**Shell closures, Hund peaks and the 2s level in a Woods-Saxon dot**

The table holds chemical potentials, addition energies, unpaired counts, rms radii and highest eigenvalues for 1 to 26 electrons in a spherical Woods-Saxon well, from spin-polarised Kohn-Sham PBE runs with m-averaged shells. The program works out plateaus, peak excesses, radius increments and the eigenvalue offset, and compares the addition energies with one parameter-free estimate built from frozen empty-well orbitals with direct and exact-exchange integrals. Over the addition energies from 2 to 25 electrons the estimate has a mean absolute error of 0.081 hartree*. It reproduces the closures at 2, 8 and 18 and the half-shell peaks, but makes the value at 20 too low by 0.17 hartree*. It is worst at 25 electrons, where the step spans the change to 2s¹ 1f⁷. In the p, d and f stretches up to 25 electrons the highest eigenvalue exceeds the chemical potential by about half the plateau.

Spin-polarised PBE calculations with the radks radial solver and Libxc 2 for a spherical dot, with m-averaged shells and greedy filling. The well is -28.7/(1+exp((r-1.64)/0.13)) in effective atomic units (hartree*, bohr*), with no central charge. For N electrons the chemical potential is E(N)-E(N-1) and the addition energy E(N+1)+E(N-1)-2E(N).

## Numerical check

```python
# Table: spherical Woods-Saxon dot, N=1-26, radks spin-polarised Kohn-Sham PBE, effective atomic units.
# Tested: shell and Hund counts, plateaus and peaks of the addition energy, radius increments, eigenvalue offset;
# one parameter-free estimate: frozen empty-well orbitals with m-averaged direct and exact-exchange integrals.
T = {
    'electrons': [1, 2, 3, 4, 5, 6, 7, 8, 9, 10, 11, 12, 13, 14, 15, 16, 17, 18, 19, 20, 21, 22, 23, 24, 25, 26],
    'chemical_potential': [-26.63, -25.56, -22.87, -22.08, -21.27, -20.21, -19.44, -18.66, -15.7, -14.96, -14.22, -13.47, -12.72, -11.75, -11.03, -10.3, -9.573, -8.842, -6.231, -5.2, -4.178, -3.481, -2.785, -2.088, -1.391, -0.6959],  # hartree*
    'unpaired_electrons': [1, 0, 1, 2, 3, 2, 1, 0, 1, 2, 3, 4, 5, 4, 3, 2, 1, 0, 1, 0, 1, 2, 3, 4, 5, 8],
    'rms_radius': [0.8501, 0.8714, 0.9308, 0.9627, 0.9843, 1.002, 1.016, 1.027, 1.046, 1.062, 1.075, 1.087, 1.097, 1.107, 1.115, 1.123, 1.131, 1.138, 1.137, 1.137, 1.146, 1.154, 1.162, 1.169, 1.176, 1.19],  # bohr*
    'highest_eigenvalue': [-26.23, -25.16, -22.48, -21.68, -20.86, -19.83, -19.05, -18.26, -15.34, -14.59, -13.85, -13.1, -12.35, -11.39, -10.67, -9.938, -9.207, -8.476, -5.807, -4.786, -3.83, -3.133, -2.436, -1.739, -1.043, -0.3882],  # hartree*
    'highest_level': ['1s up', '1s down', '1p up', '1p up', '1p up', '1p down', '1p down', '1p up', '1d up', '1d up', '1d up', '1d up', '1d up', '1d down', '1d down', '1d down', '1d down', '1d up', '2s up', '2s down', '1f up', '1f up', '1f up', '1f up', '1f up', '1f up'],
    'addition_energy': [None, 2.696, 0.7839, 0.8096, 1.066, 0.7609, 0.7849, 2.955, 0.7404, 0.7454, 0.7476, 0.7484, 0.9693, 0.7227, 0.7276, 0.7302, 0.7313, 2.611, 1.03, 1.022, 0.6965, 0.6969, 0.6968, 0.6964, 0.6954, None],  # hartree*
}
import numpy as np
from scipy.linalg import eigh_tridiagonal
from sympy.physics.wigner import wigner_3j
N = [int(x) for x in T['electrons']]
col = lambda k: dict(zip(N, T[k]))
mu, un, rm, ev, A = map(col, ['chemical_potential', 'unpaired_electrons', 'rms_radius', 'highest_eigenvalue', 'addition_energy'])
sh = ['1s', '1p', '1d', '2s', '1f']; L = [0, 1, 2, 0, 3]; nr = [0, 0, 0, 1, 0]
h = 0.004; r = h*np.arange(1, 1500); V = -28.7/(1+np.exp((r-1.64)/0.13))  # well settings from the caption
e, u = [], []
for l, n in zip(L, nr):
    w, v = eigh_tridiagonal(1/h**2+V+l*(l+1)/(2*r**2), np.full(len(r)-1, -0.5/h**2), select='i', select_range=(n, n))
    e.append(w[0]); u.append(v[:, 0])
def R(k, p, q):
    o = q/r**(k+1)
    return float(p @ (np.cumsum(q*r**k)/r**(k+1) + (np.cumsum(o[::-1])[::-1]-o)*r**k))
c2 = lambda a, k, b: float(wigner_3j(a, k, b, 0, 0, 0)**2)
F = np.array([[R(0, u[a]**2, u[b]**2) for b in range(5)] for a in range(5)])
K = np.array([[sum(c2(L[a], k, L[b])*R(k, u[a]*u[b], u[a]*u[b]) for k in range(1 if a == b else 0, 7))
               * ((2*L[a]+1)/max(2*L[a], 1) if a == b else 1) for b in range(5)] for a in range(5)])
def hund(n):
    c = []
    for l in L:
        m = min(n, 4*l+2); n -= m; c.append([min(m, 2*l+1), m-min(m, 2*l+1)])
    return np.array(c, float)
pair = lambda n, M: 0.5*(n @ M @ n - n @ np.diag(M))
E = lambda c: np.array([c.sum(1) @ e, pair(c.sum(1), F), -pair(c[:, 0], K)-pair(c[:, 1], K)])
C = {n: hund(n) for n in range(27)}
bad = [n for n in N if C[n][:, 0].sum()-C[n][:, 1].sum() != un[n]]
C[26] = np.array([[1, 1], [3, 3], [5, 5], [1, 0], [7, 0]], float)  # 2s1 1f7, as 8 unpaired electrons require
est = {n: E(C[n+1])+E(C[n-1])-2*E(C[n]) for n in N[:-1]}
d2 = {n: n*rm[n]**2-(n-1)*rm.get(n-1, 0)**2 for n in N}; off = {n: ev[n]-mu[n] for n in N}
print(' N level   addition | estimate = level+direct+exchange | eig-mu | step of N*rms^2 (hartree*, bohr*^2)')
for n, lab in zip(N, T['highest_level']):
    a = '%6.3f' % A[n] if A[n] is not None else '     -'
    s = '%6.3f = %5.2f %5.2f %5.2f' % (est[n].sum(), *est[n]) if n in est else '     -' + ' '*20
    print('%2d %-8s %s | %s | %.3f | %.2f' % (n, lab, a, s, off[n], d2[n]))
j = lambda x, f='%.2f': ', '.join('%s %s' % (s, f % y) for s, y in zip(sh, x))
print('empty well levels:', j(e), '| mu(1) minus empty 1s %.2f' % (mu[1]-e[0]))
print('empty well <r^2>:', j([x**2 @ r**2 for x in u]))
print('empty well F0:', j(np.diag(F), '%.3f'), '| same-spin K: p %.3f d %.3f f %.3f' % (K[1, 1], K[2, 2], K[4, 4]))
print('max |addition - step of mu| %.3f (rounding up to 0.01); mu(2)-mu(1) %.2f; rounding of N*rms^2 step up to %.2f'
      % (max(abs(A[n]-mu[n+1]+mu[n]) for n in N[1:-1]), mu[2]-mu[1], 2*26*rm[26]*1e-3))
G = {'p up': (3, 5), 'p down': (6, 8), 'd up': (9, 13), 'd down': (14, 18), 'f up': (21, 25)}; P, Q = {}, {}
for g, (a, b) in G.items():
    P[g] = np.mean([A[n] for n in range(a, b)]); o = np.mean([off[n] for n in range(a, b+1)]); Q[g] = o/P[g]
    print('%-6s plateau %.3f, estimate %.3f, 1/plateau %.2f bohr*, plateau*rms %.2f, eig-mu %.3f, ratio %.2f'
          % (g, P[g], est[a].sum(), 1/P[g], P[g]*np.mean([rm[n] for n in range(a, b)]), o, Q[g]))
df = (P['d down']+P['f up'])/2
X = [A[2]-P['p up'], A[8]-(P['p down']+P['d up'])/2, A[18]-df, A[20]-df]; g0 = np.diff(e)
print('excess over nearby plateaus, N=2,8,18,20: %.2f %.2f %.2f %.2f; empty well gaps: %.2f %.2f %.2f %.2f' % (*X, *g0))
print('d-to-f gap: table %.2f, empty %.2f; share below 2s: table %.2f, empty %.2f'
      % (X[2]+X[3], g0[2]+g0[3], X[2]/(X[2]+X[3]), g0[2]/(g0[2]+g0[3])))
hp, hd = A[5]-(P['p up']+P['p down'])/2, A[13]-(P['d up']+P['d down'])/2
print('half-shell excess: N=5 %.3f (per 3: %.3f), N=13 %.3f (per 5: %.3f); N=20 minus N=19 %.3f' % (hp, hp/3, hd, hd/5, A[20]-A[19]))
f2, s2, dd = [np.mean([d2[n] for n in range(a, b)]) for a, b in ((21, 26), (19, 21), (14, 19))]
print('N*rms^2 steps: d down %.2f, 2s %.2f, f %.2f; N=26 %.2f against two f minus one s %.2f' % (dd, s2, f2, d2[26], 2*f2-s2))
print('Hund count fails at N=%s; addition(25) minus f plateau %.4f; eig step 25-26 %.3f, 24-25 %.3f' % (bad, A[25]-P['f up'], ev[26]-ev[25], ev[25]-ev[24]))
print('estimate of 2s1 1f7 minus 2s2 1f6: level %.2f, direct %.2f, exchange %.2f, sum %.2f' % (*(E(C[26])-E(hund(26))), (E(C[26])-E(hund(26))).sum()))
err = {n: est[n].sum()-A[n] for n in N[1:-1]}; wr = sorted(err, key=lambda n: -abs(err[n]))[:4]
print('estimate error: mean abs %.3f; worst' % np.mean(np.abs(list(err.values()))), ', '.join('N=%d %+.2f' % (n, err[n]) for n in wr))
assert sorted(sorted(err, key=lambda n: -A[n])[:3]) == [2, 8, 18]
assert bad == [26]
assert min(P['p up'], P['p down']) > max(P['d up'], P['d down']) and P['d down'] > P['f up']
assert all(0.45 < q < 0.55 for q in Q.values())
```

Printed output:

```
 N level   addition | estimate = level+direct+exchange | eig-mu | step of N*rms^2 (hartree*, bohr*^2)
 1 1s up         - |  1.126 =  0.00  1.13  0.00 | 0.400 | 0.72
 2 1s down   2.696 |  2.719 =  2.05  0.89 -0.22 | 0.400 | 0.80
 3 1p up     0.784 |  0.831 =  0.00  0.94 -0.11 | 0.390 | 1.08
 4 1p up     0.810 |  0.831 =  0.00  0.94 -0.11 | 0.400 | 1.11
 5 1p up     1.066 |  1.163 =  0.00  0.94  0.22 | 0.410 | 1.14
 6 1p down   0.761 |  0.831 =  0.00  0.94 -0.11 | 0.380 | 1.18
 7 1p down   0.785 |  0.831 =  0.00  0.94 -0.11 | 0.390 | 1.20
 8 1p up     2.955 |  2.958 =  2.49  0.48 -0.02 | 0.400 | 1.21
 9 1d up     0.740 |  0.788 =  0.00  0.85 -0.07 | 0.360 | 1.41
10 1d up     0.745 |  0.788 =  0.00  0.85 -0.07 | 0.370 | 1.43
11 1d up     0.748 |  0.788 =  0.00  0.85 -0.07 | 0.370 | 1.43
12 1d up     0.748 |  0.788 =  0.00  0.85 -0.07 | 0.370 | 1.47
13 1d up     0.969 |  1.121 =  0.00  0.85  0.27 | 0.370 | 1.47
14 1d down   0.723 |  0.788 = -0.00  0.85 -0.07 | 0.360 | 1.51
15 1d down   0.728 |  0.788 =  0.00  0.85 -0.07 | 0.360 | 1.49
16 1d down   0.730 |  0.788 =  0.00  0.85 -0.07 | 0.362 | 1.53
17 1d down   0.731 |  0.788 =  0.00  0.85 -0.07 | 0.366 | 1.57
18 1d up     2.611 |  2.846 =  0.97  1.70  0.17 | 0.366 | 1.57
19 2s up     1.030 |  1.080 =  0.00  1.08  0.00 | 0.424 | 1.25
20 2s down   1.022 |  0.851 =  1.92 -0.94 -0.13 | 0.414 | 1.29
21 1f up     0.697 |  0.753 =  0.00  0.80 -0.05 | 0.348 | 1.72
22 1f up     0.697 |  0.753 =  0.00  0.80 -0.05 | 0.348 | 1.72
23 1f up     0.697 |  0.753 =  0.00  0.80 -0.05 | 0.349 | 1.76
24 1f up     0.696 |  0.753 =  0.00  0.80 -0.05 | 0.349 | 1.74
25 1f up     0.695 |  0.296 =  1.92 -1.16 -0.47 | 0.348 | 1.78
26 1f up         - |      -                     | 0.308 | 2.24
empty well levels: 1s -26.64, 1p -24.59, 1d -22.09, 2s -21.12, 1f -19.20 | mu(1) minus empty 1s 0.01
empty well <r^2>: 1s 0.72, 1p 0.99, 1d 1.20, 2s 0.97, 1f 1.37
empty well F0: 1s 1.126, 1p 0.942, 1d 0.855, 2s 1.080, 1f 0.800 | same-spin K: p 0.110 d 0.067 f 0.048
max |addition - step of mu| 0.009 (rounding up to 0.01); mu(2)-mu(1) 1.07; rounding of N*rms^2 step up to 0.06
p up   plateau 0.797, estimate 0.831, 1/plateau 1.26 bohr*, plateau*rms 0.75, eig-mu 0.400, ratio 0.50
p down plateau 0.773, estimate 0.831, 1/plateau 1.29 bohr*, plateau*rms 0.78, eig-mu 0.390, ratio 0.50
d up   plateau 0.745, estimate 0.788, 1/plateau 1.34 bohr*, plateau*rms 0.80, eig-mu 0.368, ratio 0.49
d down plateau 0.728, estimate 0.788, 1/plateau 1.37 bohr*, plateau*rms 0.81, eig-mu 0.363, ratio 0.50
f up   plateau 0.697, estimate 0.753, 1/plateau 1.44 bohr*, plateau*rms 0.81, eig-mu 0.348, ratio 0.50
excess over nearby plateaus, N=2,8,18,20: 1.90 2.20 1.90 0.31; empty well gaps: 2.05 2.49 0.97 1.92
d-to-f gap: table 2.21, empty 2.89; share below 2s: table 0.86, empty 0.34
half-shell excess: N=5 0.281 (per 3: 0.094), N=13 0.233 (per 5: 0.047); N=20 minus N=19 -0.008
N*rms^2 steps: d down 1.53, 2s 1.27, f 1.74; N=26 2.24 against two f minus one s 2.22
Hund count fails at N=[26]; addition(25) minus f plateau -0.0012; eig step 25-26 0.655, 24-25 0.696
estimate of 2s1 1f7 minus 2s2 1f6: level 1.92, direct -1.96, exchange -0.42, sum -0.46
estimate error: mean abs 0.081; worst N=25 -0.40, N=18 +0.23, N=20 -0.17, N=13 +0.15
```
